**1. Premises.** Three acoustic branches share one speed $v$, with $\omega=vk$, and $T\ll\Theta_D$. Collisions follow Callaway's model (1959): normal (N) processes relax the distribution in a time $\tau_N$ toward a drifting Bose distribution and conserve energy and crystal momentum. Resistive processes, with time $\tau_R$, are dropped until comment 9. Both times are independent of frequency, and $\ell=v\tau_N$. The state is steady and linear in $G=-dT/dx$. The wall $y=0$ is adiabatic, the crystal fills $y>0$, $n$ is the normal pointing into the crystal, and $\mu=s_y$ for a phonon direction $\mathbf s$. A fraction $p$ of arriving phonons is reflected specularly and the rest is re-emitted isotropically.

**2. Why the heat flux plays the part of a velocity.** Let $e(\mathbf s)$ be the excess energy density per solid angle, summed over frequency and branch. A phonon has momentum $\hbar\omega\,\mathbf s/v$, so the momentum density is $\mathbf q/v^2$ with $\mathbf q=v\int\mathbf s\,e\,d\Omega$, and the momentum flux is $\Pi_{xy}=\int s_xs_y\,e\,d\Omega$. A drift $\mathbf u$ replaces $\hbar\omega$ by $\hbar\omega(1-\mathbf s\cdot\mathbf u/v)$, which to first order is $T\to T(1+\mathbf s\cdot\mathbf u/v)$. Hence $e_N=(C/4\pi)(\delta T+T\,\mathbf s\cdot\mathbf u/v)$, with $C$ the heat capacity per volume. Momentum conservation makes $e_N$ carry the same flux as $e$, so $\mathbf q=CT\mathbf u/3$ and the drift part of $e_N$ is $3\,\mathbf s\cdot\mathbf q/4\pi v$.

**3. One scalar equation.** Put $e=C\,\delta T(x)/4\pi+(3s_x/4\pi v)\,\phi(y,\mu)$ into $v\,\mathbf s\cdot\nabla e=-(e-e_N)/\tau_N$ and multiply by $4\pi v\tau_N/3s_x$:
$$\ell\mu\,\partial_y\phi+\phi=q+S,\qquad S=\tfrac13Cv\ell\,G.\tag{1}$$
The azimuthal integral of $s_x^2$ is $\pi(1-\mu^2)$, so with $w=\tfrac34(1-\mu^2)$ and $K_j=\int_{-1}^1w\mu^j\phi\,d\mu$ one has $q=K_0$ and $\Pi_{xy}=K_1/v$. The half-range moments $m_j=\int_0^1w\mu^jd\mu$ are $m_1=\tfrac3{16}$, $m_2=\tfrac1{10}$, $m_3=\tfrac1{16}$, $m_4=\tfrac3{70}$. Isotropic re-emission has no part odd in $s_x$, so the wall condition is
$$\phi(0,\mu)=p\,\phi(0,-\mu),\qquad\mu>0.\tag{2}$$
Thus $p$ counts retained tangential momentum and nothing else.

**4. The bulk solution and the factor 1/5.** For quadratic $q(y)$, substitution shows that $\phi=q+S-\ell\mu q'+\ell^2\mu^2q''$ solves (1). The requirement $K_0=q$ gives $S+2m_2\ell^2q''=0$, and $K_1=-2m_2\ell q'$. Therefore
$$\Pi_{xy}=-\frac{\tau_N}{5}\,q',\qquad q''=-A,\qquad A=\frac{5S}{\ell^2}=\frac{5CG}{3\tau_N},$$
which is the steady Guyer–Krumhansl equation (1966) without its resistive term. Near a wall $q'\sim AW/2$ for a width $W$, so $S$ and $\ell^2q''$ are smaller than $\ell q'$ by a factor of order $\mathrm{Kn}=\ell/W$. First-order slip is therefore a half-space problem with $S=0$ and far field $\phi=q'(y+\zeta-\ell\mu)$, which defines $\zeta$.

**5. Maxwell's balance.** Let $\phi_{\rm in}(m)=\phi(0,-m)$ with $m>0$. By (2), $K_1(0)=-(1-p)\int_0^1wm\,\phi_{\rm in}\,dm$: the wall keeps $1-p$ of the arriving momentum. Integrating (1) with weight $w$ gives $K_1'=0$ for $S=0$, so $K_1(0)=-\ell q'/5$. Both statements are exact. The single assumption, Maxwell's (1879), is that arriving phonons carry the bulk distribution right up to the wall, $\phi_{\rm in}=q_w+\ell mq'$. Then
$$(1-p)\left(\frac{3}{16}q_w+\frac{1}{10}\ell q'\right)=\frac15\ell q'.$$
Moving the gradient term across leaves $\tfrac15-\tfrac{1-p}{10}=\tfrac{1+p}{10}$, and
$$q_w=\zeta_M\frac{\partial q}{\partial n},\qquad\zeta_M=\frac{8}{15}\,v\tau_N\,\frac{1+p}{1-p}.\tag{3}$$
The term $\ell q'/10$ is the excess momentum brought from the faster layers one free path away. Omitting it replaces $1+p$ by $2$ and doubles the slip at a diffuse wall. If $p$ depends on angle, the same balance gives $\zeta_M=\ell\int_0^1(1+p)wm^2dm\big/\int_0^1(1-p)wm\,dm$.

**6. What the assumption costs.** Phonons leaving the wall are depleted in momentum and pull $q$ below the extrapolated line within about $\ell$ of the wall. Thus $q_w$ is the extrapolated bulk flux and not the flux at $y=0$. A second exact relation gauges the effect. Weight $w\mu$ in (1) gives $\ell K_2'=-K_1$, so $K_2=q'(y+\zeta)/5$ at every $y$, and at the wall $q'\zeta/5=(1+p)\int_0^1wm^2\phi_{\rm in}dm$. Take $\phi_{\rm in}=q'(a+\ell m)$ with $a$ free. The momentum balance gives $a=\zeta_M$, and the second relation gives $\zeta=5(1+p)(a/10+\ell/16)$. Since $a(1+p)/2=a-\tfrac4{15}(1+p)\ell$,
$$\zeta_1=\zeta_M+\frac{11}{240}(1+p)\,\ell=\zeta_M\left[1+\frac{11}{128}(1-p)\right].\tag{4}$$
For $p=0$ this is $0.579\,\ell$ against $\zeta_M=0.533\,\ell$. The relative correction vanishes as $p\to1$.

**7. The exact diffuse value.** Set $\ell=1$, $p=0$, $S=0$. Integrating (1) along rays gives $q(y)=\int_0^\infty\mathcal K(|y-y'|)\,q(y')\,dy'$ with $\mathcal K(y)=\int_0^1w\,e^{-y/\mu}d\mu/\mu$. Its Fourier transform defines
$$D(k)=1-2\int_0^1\frac{w\,d\mu}{1+k^2\mu^2}=2k^2\int_0^1\frac{w\mu^2d\mu}{1+k^2\mu^2}.$$
Let $Q_+(k)=\int_0^\infty q\,e^{iky}dy$, and let $Q_-$ be the transform of the right-hand side continued to $y<0$. Then $DQ_+=-Q_-$ in the strip $0<\mathrm{Im}\,k<1$. Write $D=k^2e^{L}/(1+k^2)$. Here $L$ is analytic for $|\mathrm{Im}\,k|<1$, because $D/k^2$ has a positive real part there, and $L\to0$ at infinity. Split $L=L_++L_-$ by Cauchy's formula (the Wiener–Hopf step). The equation becomes $k^2e^{L_+}Q_+/(k+i)=-(k-i)e^{-L_-}Q_-$. The two sides are analytic in overlapping half-planes and bounded, since $Q_\pm\sim1/k$, so they equal a constant. At $k=is$ this gives $Q_+\propto(1+s)e^{-L_+}/s^2$, with
$$L_+(is)=\frac s\pi\int_0^\infty\frac{L\,dk}{k^2+s^2}=\frac{L(0)}2+\frac s\pi\int_0^\infty\frac{L-L(0)}{k^2}dk+\dots$$
Comparing with $Q_+\propto s^{-2}+\zeta s^{-1}$, and using $e^{L(0)}=\tfrac15$ and $\int_0^\infty k^{-2}\ln(1+k^2)\,dk=\pi$,
$$\frac{\zeta}{\ell}=\frac1\pi\int_0^\infty\frac{dk}{k^2}\ln\frac{k^2}{5D(k)}=0.582.$$
The exact slip length of the model exceeds Maxwell's by 9 %, and (4) recovers most of the gap.

**8. Slab, rod and the next order.** For a slab $0<y<W$, $q=\tfrac A2y(W-y)+q_w$ and $\partial q/\partial n=AW/2$ at both faces, so $q_w=\zeta AW/2$. The mean of $y(W-y)$ is $W^2/6$, and $\kappa=\bar q/G$ is
$$\kappa_{\rm slab}=\frac{5CW^2}{36\,\tau_N}\left(1+\frac{6\zeta}{W}\right).$$
In a rod of radius $R$ the stress law holds for each transverse direction, so $\nabla_\perp^2q=-A$ and $q=\tfrac A4(R^2-r^2)+q_w$. The inward derivative at the wall is $AR/2$, and the area mean of $R^2-r^2$ is $R^2/2$:
$$\kappa_{\rm rod}=\frac{5CR^2}{24\,\tau_N}\left(1+\frac{4\zeta}{R}\right).$$
Wall curvature alters $\zeta$ by a relative amount of order $\ell/R$, which belongs to the next order. For the slab that order can be estimated. With $\ell=1$ and $S$ kept, the weights $w$, $w\mu$, $w\mu^2$ in (1) give $K_1'=S$, $K_2'=-K_1$ and $K_3'+K_2=(q+S)/5$. Symmetry about the midplane then yields $K_1(0)=-SW/2$ and, exactly,
$$\bar q=\tfrac5{12}SW^2+5K_2(0)-S-\tfrac{10}{W}K_3(0).$$
Insert $\phi_{\rm in}=a+\tfrac52SWm-5Sm^2$, the bulk shape with a free constant. The balance for $K_1(0)$ fixes $a=\tfrac52SW\zeta_M+\tfrac53S$. The terms of order $S$ are $-\tfrac5{21}(1+p)$ from $5K_2(0)$, then $-1$, and $\tfrac56(1+p)+\tfrac{15}{14}(1-p)$ from $K_3(0)$. They sum to $(14-10p)/21$. Division by $\tfrac5{12}W^2$ turns the bracket into $1+6\zeta_1/W+\tfrac8{35}(7-5p)\,\mathrm{Kn}^2$.

**9. Resistive scattering.** The term $-(e-C\,\delta T/4\pi)/\tau_R$ drains momentum at the rate $q/v^2\tau_R$. To leading order in $\tau_N/\tau_R$ the momentum balance becomes $q-\lambda^2q''=\kappa_RG$, with $\lambda^2=v^2\tau_N\tau_R/5$ and $\kappa_R=Cv^2\tau_R/3$. The symmetric solution is $q=\kappa_RG\,[1-\beta\cosh((y-W/2)/\lambda)]$. With $b=W/2\lambda$, the slip condition gives $1/\beta=\cosh b+(\zeta/\lambda)\sinh b$, and averaging gives
$$\kappa=\kappa_R\left[1-\frac{\tanh b}{b}\,\frac{1}{1+(\zeta/\lambda)\tanh b}\right].\tag{5}$$
For $b\to0$ at fixed $\zeta/W$ the bracket tends to $\tfrac{b^2}3(1+6\zeta/W)$, the Poiseuille result, and the no-slip part has the relative correction $-2b^2/5$. For $b\gg1$ each wall removes a layer of thickness $\delta=\lambda^2/(\lambda+\zeta)$.

**10. Range of validity.** The slip condition needs $\ell$ small against the length over which $q'$ changes, which is $W$ or $\lambda$, whichever is shorter. The factors $1+6\zeta/W$ and $1+4\zeta/R$ also need $b\ll1$ (with $R$ in place of $W/2$) and, by (5), $X=(\zeta/\lambda)\tanh b\approx\zeta W/2\lambda^2\ll1$, that is $\zeta\ll2\lambda^2/W$ ($\zeta\ll2\lambda^2/R$ for the rod). They do not need $\zeta\ll W$. For $W\ll\zeta\ll2\lambda^2/W$ the slip term dominates, and with $p$ near 1 the slab result is $8CvW/9(1-p)$, plug flow braked at the wall and independent of $\tau_N$. This value equals $\kappa_RX$ and holds only while it is small against $\kappa_R$. Beyond that, (5) gives $\kappa_RX/(1+X)$ for $b\ll1$, and $\kappa\to\kappa_R$ as $p\to1$ at any finite $\tau_R$. The coefficient $8/15$ is low by up to 9 %. If $\tau_N$ depends on frequency, the shear term of each spectral slice scales with $C_\omega\tau_N(\omega)$ while the drift term does not contain $\tau_N$. For constant $p$, (3) then holds with the heat-capacity average of $\tau_N$. Since $C_\omega\propto\omega^2$ at low frequency, that average exists only if $\tau_N$ diverges more slowly than $\omega^{-3}$. Unequal branch speeds, phonon focusing and mode conversion at the wall lie outside the model.

**11. Cleaved NaF at 12 K.** The compiled 300 K values are $a=4.63$ Å (Wikipedia) and $C_{11}=96.3$, $C_{12}=24.59$, $C_{44}=27.94$ GPa (Wang 2016). They are used unchanged, although cooling typically raises the sound speeds by a few per cent. Four formula units of $22.990+18.998$ u per cube give $\rho=2810$ kg/m³. The bulk modulus is $B=(C_{11}+2C_{12})/3=48.49$ GPa. With $C'=C_{11}-C_{12}$, the mean of the Voigt value $(C'+3C_{44})/5$ and the Reuss value $5C'C_{44}/(3C'+4C_{44})$ is the shear modulus $\mathcal G=30.88$ GPa. Then $v_t=\sqrt{\mathcal G/\rho}=3315$ m/s, $v_l=\sqrt{(B+4\mathcal G/3)/\rho}=5649$ m/s, and $3/v^3=2/v_t^3+1/v_l^3$ gives the working value $v=3675$ m/s. The longitudinal branch holds only 9 % of $C=\tfrac{2\pi^2}5k_B(k_BT/\hbar v)^3=4.26$ mJ cm⁻³ K⁻¹. This $v$ corresponds to $\Theta_D=473$ K for eight atoms per cube. The compiled 430 K (Råsander 2015, temperature not stated) would raise $C$ by a factor 1.33 if used in the $T^3$ law; the slip factors do not contain $C$.

The spectral heat capacity peaks at $\hbar\omega=3.83\,k_BT$, a wavelength of 3.8 nm. Gaussian heights of rms value $\eta$ give the reflected wave a phase spread $2k\eta\mu$ and a coherent intensity $\exp(-4k^2\eta^2\mu^2)$. An assumed $\eta=a/2$, one cleavage step, gives 0.56 at normal incidence. This motivates an illustrative $p=0.5$, shown beside a diffuse face. The remaining inputs are assumed as well: $\tau_N=0.10$ µs and $W=2R=5$ mm, so that $\ell=0.3675$ mm and $\mathrm{Kn}=0.0735$.

| | $p=0$ | $p=0.5$ |
|---|---|---|
| $\zeta_M$ (mm) | 0.196 | 0.588 |
| $1+6\zeta_M/W$ | 1.24 | 1.71 |
| $1+4\zeta_M/R$ | 1.31 | 1.94 |
| $\zeta_1$ (mm) | 0.213 | 0.613 |
| $1+6\zeta_1/W$ | 1.26 | 1.74 |
| $\mathrm{Kn}^2$ term, slab | 0.009 | 0.006 |

These are the model's factors for pure Poiseuille flow. Its no-slip slab conductivity is $1.48\times10^3$ W cm⁻¹ K⁻¹, and with $\zeta_M$ it becomes $1.8\times10^3$ and $2.5\times10^3$. Very pure NaF crystals of this size typically conduct of order $2\times10^2$ W cm⁻¹ K⁻¹ near this temperature, so the pure Poiseuille model is too high by roughly a factor of ten. The inputs do not single out one cause. The no-slip value scales as $1/\tau_N$, and $\tau_N$ is only assumed. Ballistic heat pulses typically survive over several millimetres in pure NaF near this temperature, which points to an $\ell$ of order a millimetre. Then $\mathrm{Kn}$ is not small and the Poiseuille form no longer applies. The boundary-scattering (Casimir) value $CvW/3=2.6\times10^2$ W cm⁻¹ K⁻¹ of a diffuse rod of diameter $W$ already has the typical magnitude. Resistive scattering is another possible cause: with the assumed $\tau_N$, even $b=0.5$ would require $\tau_R=93$ µs.

To illustrate comment 9, keep the assumed $\tau_N$ and take $\tau_R=1.0$ µs, chosen to reproduce the typical magnitude. Then $\kappa_R=192$ W cm⁻¹ K⁻¹, $\lambda=0.520$ mm and $b=4.81$. Equation (5) gives 152 without slip, 163 for $p=0$ and 173 for $p=0.5$, in the same unit, which are gains of 7 % and 14 %.

Here $\ell/\lambda=0.71$ is not small, so the gradient expansion needs a test. With $1/\tau_c=1/\tau_N+1/\tau_R$, $r=\tau_c/\tau_N$ and $\ell_c=v\tau_c$, equation (1) becomes $\ell_c\mu\,\partial_y\phi+\phi=rq+{\rm const}$. It has the exact bulk solution $\phi=\kappa_RG\,[1-\beta_0r\,e^{-\xi y/\ell_c}/(1-\xi\mu)]$, provided $r\int_{-1}^1w\,d\mu/(1-\xi\mu)=1$, which gives $\xi=0.638$. For $p=0$ Maxwell's balance states that this solution carries no outgoing momentum flux at the wall, so $\beta_0=m_1\big/\big[r\int_0^1w\mu\,d\mu/(1-\xi\mu)\big]$. The lost layer $\beta_0\ell_c/\xi$ is 0.36 mm, against $\delta=0.38$ mm from (5), and the model's diffuse-wall conductivity moves from 163 to 164 W cm⁻¹ K⁻¹.